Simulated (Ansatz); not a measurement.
# Telling isomers of C2H6Ga apart by their spectra

These gas-phase data were calculated for one isomer of C2H6Ga at PBE0-D3(BJ)/def2-SVP (harmonic, unscaled wavenumbers; equilibrium rotational constants with average atomic masses):

```
rotational constants            : 17.67, 5.354, 4.217 GHz
all wavenumbers above 1500 cm⁻¹ : 3235, 3173, 3148, 3129, 3053, 1956
```

Candidates:

(1) `[CH2][GaH][CH3]`, a doublet
(2) `[CH3][Ga][CH3]`, a doublet

Question: Which structure fits?

Answer: Candidate (1). The band at 1956 cm⁻¹ lies where the Ga–H stretch is expected; (2) has no mode between 1700 and 2150 cm⁻¹.

The same quantities for all candidates:

|  | rotational constants (GHz) | wavenumbers above 1500 cm⁻¹ | E above the lowest, PBE0-D3(BJ)/def2-SVP (kcal/mol) |
| --- | --- | --- | --- |
| (1) | 17.67, 5.354, 4.217 | 3235, 3173, 3148, 3129, 3053, 1956 | 21.3 |
| (2) | 16.86, 5.086, 4.11 | 3184, 3184, 3143, 3141, 3043, 3041 | 0.0 |

Each candidate is one conformer. Open shells are spin-unrestricted. Programs: Ansatz 0.2.0.

The spectrum reflects the transfer of one hydrogen from carbon to gallium: a C–H stretch is lost and a Ga–H stretch appears at 1956 cm⁻¹, far lower because the bond to the heavier, more electropositive metal is weaker and softer. The highest band, 3235 cm⁻¹, fits the antisymmetric stretch of a CH2 group with sp2-like carbon, whose C–H bonds have more s character than those of methyl. The rotational constants of (1) also suggest a planar heavy-atom frame with the CH2 hydrogens in the plane, which would let the singly occupied carbon p orbital overlap with the formally empty gallium 4p orbital.

Even so, (1) lies 21.3 kcal/mol above (2). The likely main reason is that a strong C–H bond is exchanged for a weaker Ga–H bond, which the shift of the radical centre from gallium to carbon doesn't repay. The spectral match therefore identifies the isomer but doesn't make it the preferred one, and the energy difference sets only a lower bound on the barrier to hydrogen migration from (2) to (1), not its actual height.
